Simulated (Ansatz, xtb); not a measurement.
**C3H5B2NS: which of two isomers lies lower**

We compare X, `Bc1ncsc1B`, a singlet, with Y, `Bc1csc(B)n1`, a singlet. Both are isolated molecules in the gas phase, relaxed with r2SCAN-D4/def2-SVP; the shapes shown needn't be the lowest conformers.

X (Å):

```xyz
12

C     1.0069   -1.6760    0.4825
C     2.7647   -0.8818   -0.6131
C     0.3537   -0.6557   -0.2488
B     0.3159   -2.6435    1.4799
B    -1.1211   -0.2258   -0.2785
N     2.3609   -1.7712    0.2504
S     1.5270    0.1623   -1.2293
H    -0.8663   -2.5663    1.6890
H     0.9878   -3.4716    2.0388
H     3.8038   -0.7803   -0.9420
H    -1.4641    0.6867   -0.9894
H    -1.9283   -0.7983    0.4052
```

Y (Å):

```xyz
12

C     1.0583   -2.0709    0.4535
C     1.3607   -1.2618    1.5628
C     0.0951   -0.1554   -0.2229
B     1.4753   -3.5505    0.3328
B    -0.6707    0.8686   -1.0778
N     0.3509   -1.4090   -0.5170
S     0.7591    0.3070    1.3771
H     2.0979   -4.0582    1.2348
H     1.1816   -4.1839   -0.6477
H     1.9127   -1.5690    2.4532
H    -0.8250    1.9922   -0.6668
H    -1.1023    0.5237   -2.1462
```

Quicker runs give these differences E(Y) − E(X): GFN2-xTB −0.006 eV; HF/STO-3G +0.032 eV (at GFN2-xTB geometries); r2SCAN-D4/def2-SVP//GFN2-xTB +0.025 eV.

Task: Estimate E(Y) − E(X) at the level CCSD(T)/def2-SVP + ΔMP2/def2-TZVPP.

Result: Calculated at CCSD(T)/def2-SVP + ΔMP2/def2-TZVPP: E(Y) − E(X) = +0.057 eV, so structure X lies lower.

How the difference moves with the method:

| level | geometry | E(Y) − E(X) (eV) | departure from the last row (eV) | job, with rough time for the two |
| --- | --- | --- | --- | --- |
| GFN2-xTB | GFN2-xTB | −0.006 | −0.063 | optimisation, 0.18 s |
| HF/STO-3G | GFN2-xTB | +0.032 | −0.025 | single point, 0.56 s |
| r2SCAN-D4/def2-SVP//GFN2-xTB | GFN2-xTB | +0.025 | −0.031 | single point, 3.9 s |
| r2SCAN-D4/def2-SVP | r2SCAN-D4/def2-SVP | +0.019 | −0.037 | optimisation, 39 s |
| HF/def2-SVP | r2SCAN-D4/def2-SVP | +0.071 | +0.014 | part of the CCSD(T) run |
| MP2/def2-SVP | r2SCAN-D4/def2-SVP | +0.036 | −0.021 | part of the CCSD(T) run |
| CCSD(T)/def2-SVP | r2SCAN-D4/def2-SVP | +0.045 | −0.012 | single point |
| CCSD(T)/def2-SVP + ΔMP2/def2-TZVPP | r2SCAN-D4/def2-SVP | +0.057 |  | single point, 52 s |

As drawn, both hold the same kinds of bond in the same numbers.

GFN2-xTB, r2SCAN-D4/def2-SVP find them nearly level. The largest departure from CCSD(T)/def2-SVP + ΔMP2/def2-TZVPP is that of GFN2-xTB, 0.063 eV. The last row adds to CCSD(T) the change of the MP2 difference between the two basis sets, here +0.012 eV.

With thermal terms from frequencies at re-optimised GFN2-xTB minima (ideal gas, soft modes damped towards free rotors, one conformer each, 298.15 K, 1 atm): the zero-point term adds −0.002 eV; ΔH is +0.051 and ΔG +0.065 eV.

The correlated steps freeze 11 core orbitals. Programs: Ansatz 0.2.0, xtb 6.7.1; the last row on 2 threads of Intel(R) Xeon(R) Platinum 8375C CPU @ 2.90GHz (Ice Lake) on a shared host.

The 4,5-diborylthiazole X lies only slightly below its 2,4-isomer Y, by +0.057 eV. Every level except GFN2-xTB gives this order, and the thermal terms preserve it. Both isomers carry a boryl group at C4, so the contest is essentially between C5 and C2. C5 is the more electron-rich site of thiazole, whereas C2 sits between nitrogen and sulfur and is electron-poor. The BH2 groups lie in the ring plane, where boron's empty p orbital can accept π density, and this probably favours substitution at C5. Against that, the neighbouring boryl groups in X crowd each other and compete for the same π density, which suggests why the net preference is so small. In the same basis, correlation lowers the Hartree–Fock preference for X without reversing it. The result supports a modest preference for isolated X, not exclusive formation of it at equilibrium. It doesn't carry over to condensed phases, where B–H–B bridging or N→B coordination between molecules could easily outweigh so small a gap.
